\section*{Phonons of body-centred tetragonal indium: supercell size, elastic constants, or both}

Indium serves as a bump and thermal-contact metal in cryogenic assemblies. Its lattice is body-centred tetragonal (bct) with one atom per primitive cell, so the dynamical matrix is real and the cost of a given accuracy is easy to count.

\subsection*{The sine-squared form}

Let $U$ be the energy, $\mathbf u(\mathbf R)$ the displacement at lattice vector $\mathbf R$, $M$ the atomic mass and $\Phi_{\alpha\beta}(\mathbf R)=\partial^2U/\partial u_\alpha(\mathbf R)\,\partial u_\beta(0)$. A wave $\mathbf u=\mathbf e\,e^{i(\mathbf q\cdot\mathbf R-\omega t)}$ obeys $\omega^2\mathbf e=D\mathbf e$ with $D=M^{-1}\sum_{\mathbf R}\Phi(\mathbf R)e^{-i\mathbf q\cdot\mathbf R}$. Commuting derivatives and lattice translation give $\Phi_{\alpha\beta}(\mathbf R)=\Phi_{\beta\alpha}(-\mathbf R)$. Every site of a Bravais crystal is an inversion centre and both displacements change sign, so $\Phi(\mathbf R)=\Phi(-\mathbf R)$, and therefore $\Phi=\Phi^{T}$. A rigid shift produces no force, so $\sum_{\mathbf R}\Phi(\mathbf R)=0$. Pairing $\pm\mathbf R$ removes the imaginary part, subtracting the sum rule turns the cosine into $\cos x-1=-2\sin^2(x/2)$, and
\begin{equation}
D(\mathbf q)=-\frac{2}{M}\sum_{\mathbf R}\Phi(\mathbf R)\sin^2\frac{\mathbf q\cdot\mathbf R}{2}.
\label{eq:D}
\end{equation}
$D$ is real, symmetric and even in $\mathbf q$, its eigenvectors can be chosen real, and it is of order $q^2$ whenever $\sum R^2|\Phi|$ converges.

For $N$ lattice vectors, a code blind to these symmetries stores $9N$ numbers and spends $18N$ real multiply-adds per $\mathbf q$ on accumulation. Equation~\eqref{eq:D} needs six numbers for each of $N/2$ pairs, that is $3N$ of both, a saving of 3 in memory and 6 in work. It also never uses $\Phi(0)$, so noise cannot open a gap at $q=0$. The expensive step is obtaining $\Phi$.

\subsection*{A solvable model along [001]}

For $\mathbf q$ along the fourfold axis, (001) planes of spacing $d=c/2$ move rigidly and the longitudinal mode decouples. With $\theta=qd\in[0,\pi]$ and $K_n=-\sum\Phi_{zz}(\mathbf R)$ over plane $n$, Eq.~\eqref{eq:D} gives $M\omega^2=4\sum_{n\ge1}K_n\sin^2(n\theta/2)$. Take $K_n=K\lambda^{n-1}$, $|\lambda|<1$. With $\Delta=1-2\lambda\cos\theta+\lambda^2$, the geometric series $1+2\sum_{n\ge1}\lambda^n\cos n\theta=(1-\lambda^2)/\Delta$ yields the exact answer
\begin{equation}
M\omega^2=\frac{K}{\lambda}\left[\frac{1+\lambda}{1-\lambda}-\frac{1-\lambda^2}{\Delta}\right]=\frac{2K(1+\lambda)(1-\cos\theta)}{(1-\lambda)\Delta}.
\label{eq:exact}
\end{equation}
At small $\theta$, $M\omega^2\to S\theta^2$ with $S=\sum n^2K_n=K(1+\lambda)/(1-\lambda)^3$. Each plane holds one atom per area $a^2$, so $\rho=M/(a^2d)$ and, at zero stress, $C_{33}=\rho v^2=Sd/a^2$. At $\theta=\pi$, $\omega=2rv/d$ with $r=(1-\lambda)/(1+\lambda)$.

Typical inputs for indium are $M=114.82$~u, $a=3.25$~\AA, $c=4.95$~\AA{} and, near room temperature, $C_{33}=45$~GPa. They give $d=2.475$~\AA, $\rho=7.29$~g/cm$^3$, $v=2.48$~km/s and $S=1.20$~eV/\AA$^2$. The assumed $\lambda=-0.05$ was chosen to put the zone-boundary mode near 15~meV, the typical top of the indium spectrum. Then $r=1.105$, $K=1.46$~eV/\AA$^2$, and the model's $\nu=\omega/2\pi$ at $\theta=\pi$ is 3.53~THz (14.6~meV). A sum-rule residue of $10^{-3}M\omega^2(\pi)$ left in the exponential form would give $\nu(0)=0.11$~THz, above $k_BT/h=0.083$~THz at 4~K. All relative deviations below depend on $\lambda$ alone.

\subsection*{Method S: supercell and sine sum}

Displace one atom in a supercell of $L\times L\times L$ conventional cells, $N=2L^3$ atoms, and assign each atom to its image in the box centred on the displaced one, sharing face atoms equally. All periodic images move together, so the forces deliver constants folded with period $2L$ planes,
\begin{equation}
\tilde K_n=\sum_{m=-\infty}^{\infty}K_{|n+2Lm|}=K\,\frac{\lambda^{n-1}+\lambda^{2L-n-1}}{1-\lambda^{2L}},\qquad 1\le n\le L,
\end{equation}
and $M\omega_S^2=4\sum_{n=1}^{L}w_n\tilde K_n\sin^2(n\theta/2)$ with $w_L=1/2$ and the other $w_n=1$.

This is a polynomial of degree $L$ in $\cos\theta$, exact at the $L+1$ commensurate points $\theta=\pi j/L$. By Eq.~\eqref{eq:exact} it amounts to replacing $1/\Delta$ by its interpolant $p$. The polynomial $1-\Delta p$ has degree $L+1$ and vanishes at those points, so it is proportional to $\sin\theta\sin L\theta$. It equals 1 where $\Delta=0$, at $e^{i\theta}=\lambda$, where $\sin\theta\sin L\theta=-(1-\lambda^2)(1-\lambda^{2L})/4\lambda^{L+1}$. Since $M\omega_S^2-M\omega^2=K(1-\lambda^2)(1-\Delta p)/(\lambda\Delta)$,
\begin{equation}
M\omega_S^2-M\omega^2=-\frac{4K\lambda^L\sin\theta\sin L\theta}{(1-\lambda^{2L})\Delta},\qquad
\frac{\omega_S^2}{\omega^2}-1=-\frac{2r\lambda^L\cot(\theta/2)\sin L\theta}{1-\lambda^{2L}}.
\label{eq:S}
\end{equation}
Because $|\sin L\theta|\le L\sin\theta$ and $\sin\theta\cot(\theta/2)\le2$, the largest relative deviation of $\omega^2$ is $4rL|\lambda|^L/(1-\lambda^{2L})$, reached as $\theta\to0$. The sound velocity is the worst quantity a supercell delivers.

In a plane-wave calculation bands and basis functions each grow as $N$, so memory per k point grows as $N^2$ and orthogonalisation as $N^3$, while equal k-point density needs $1/N$ as many points. In units of one self-consistent run of the one-atom cell, ignoring symmetry reduction of k points, a run costs $N^2$ when dense algebra dominates. Two displacements, along $x$ and $z$, fix all of $\Phi$, and inversion supplies the opposite signs, so
\begin{equation}
W_S=2N^2=8L^6,\qquad \text{memory}=N^2=4L^6 .
\end{equation}
A tolerance $\tau$ needs $L\sim\ln(1/\tau)/\ln(1/|\lambda|)$, so the work grows roughly as $[\ln(1/\tau)]^6$.

\subsection*{Method E: elastic constants only}

The $q^2$ term of Eq.~\eqref{eq:D} follows from the six tetragonal elastic constants. Stresses under $\pm\epsilon_{xx}$, $\pm\epsilon_{zz}$, $\epsilon_{yz}$ and $\epsilon_{xy}$ of the one-atom cell give them all, since a mirror plane makes each shear stress odd in its strain. Thus $W_E=6$ at unit memory. With $M\omega_E^2=S\theta^2$,
\begin{equation}
\frac{\omega_E}{\omega}=\frac{\theta\sqrt\Delta}{2(1-\lambda)\sin(\theta/2)}=1+\left[\frac1{24}+\frac{\lambda}{2(1-\lambda)^2}\right]\theta^2+O(\theta^4).
\end{equation}
The bracket is 0.0190, and for this $\lambda$ the ratio rises monotonically to $\pi/2r$. More work buys nothing; only a narrower range of $q$ lowers the deviation.

\subsection*{Method H: supercell corrected by the elastic slope}

The leading fault of S is that $K_{L+1}$ is booked on plane $L-1$. Since $\sin\theta\sin L\theta=\sin^2\frac{(L+1)\theta}{2}-\sin^2\frac{(L-1)\theta}{2}$, adding $\eta\sin\theta\sin L\theta$ to $M\omega_S^2$ moves $\eta/4$ back, keeps the sine-squared form and leaves the commensurate points exact. Fix $\eta$ by demanding the $\theta^2$ coefficient $S$ from method E, which gives $\eta=4K\lambda^L/[(1-\lambda^{2L})(1-\lambda)^2]$. Then $1/\Delta$ in the first of Eqs.~\eqref{eq:S} becomes $1/\Delta-1/(1-\lambda)^2=-2\lambda(1-\cos\theta)/[\Delta(1-\lambda)^2]$, and
\begin{equation}
\frac{\omega_H^2}{\omega^2}-1=\frac{4\lambda^{L+1}\sin\theta\sin L\theta}{(1-\lambda^2)(1-\lambda^{2L})}.
\end{equation}
One more power of $\lambda$ is gained and the factor $L$ is lost, for $W_H=8L^6+6$ at unchanged memory. The maximum of $|\sin\theta\sin L\theta|$ is 1 for $L=1$ and 3, and 0.770 for $L=2$.

\subsection*{Cost and deviation}

The table lists the model's largest $|\nu_{\rm approx}/\nu-1|$ in two ranges. The narrow one, $\theta\le\pi/8$, reaches 0.625~THz, or $h\nu/k_B=30$~K, and covers this branch at 4~K.

\begin{center}
\begin{tabular}{lrrrrr}
\hline
Method & $N$ & Work & Memory & $\theta\le\pi/8$ (\%) & $\theta\le\pi$ (\%)\\
\hline
E & 1 & 6 & 1 & 0.30 & 42\\
S, $L=1$ & 2 & 8 & 4 & 10.5 & 10.5\\
H, $L=1$ & 2 & 14 & 4 & 0.074 & 0.50\\
S, $L=2$ & 16 & 512 & 256 & 1.11 & 1.11\\
H, $L=2$ & 16 & 518 & 256 & 0.0068 & 0.019\\
S, $L=3$ & 54 & 5832 & 2916 & 0.083 & 0.083\\
H, $L=3$ & 54 & 5838 & 2916 & 0.00044 & 0.0013\\
\hline
\end{tabular}
\end{center}

\emph{Cheapest for a stated accuracy.} For 1\% in the narrow range, take E. For 0.1\% there, or 1\% over the whole line, take H with $L=1$; S alone needs $L=3$, which costs 417 times as much. For 0.1\% over the whole line, take H with $L=2$, cheaper than S with $L=3$ by a factor of 11.3.

\emph{Best inside a stated budget.} With 10 work units, E is best in the narrow range and S with $L=1$ over the whole line. With 100 units H with $L=1$ is best in both, and with 1000 work units or 300 memory units H with $L=2$.

\subsection*{Limits of the ranking}

In small cells the Fourier transforms can dominate, and a run then costs about $N$ rather than $N^2$, logarithms aside. H with $L=1$ and 2 and S with $L=3$ then cost 10, 38 and 108. The accuracy-driven choices survive, with the two ratios cut to 10.8 and 2.8.

The geometric decay is an assumption. For arbitrary $K_n$, each term with $n>L$ is moved to another $\sin^2$, so $|M\omega_S^2-M\omega^2|\le4\sum_{n>L}|K_n|$. The slowly decaying oscillating tails that a sharp Fermi surface causes in a metal, bounded by $n^{-s}$ with $s>1$, turn the exponential law into the bound $L^{1-s}$, and one elastic constant then removes less of the deviation.

The gain of H is derived for a decoupled branch on a symmetry line; the transverse [001] branch works alike with $C_{44}$ and, being softer, is populated further into the zone at 4~K. At general $\mathbf q$ the omitted force constants outnumber the six elastic constants, so the correction is not unique. Finally, H needs elastic constants converged with the same functional, smearing and k-point density as the forces: a relative inconsistency $\delta$ in $C_{33}$ enters the sound velocity as $\delta/2$, so a 0.1\% target requires $C_{33}$ to 0.2\%.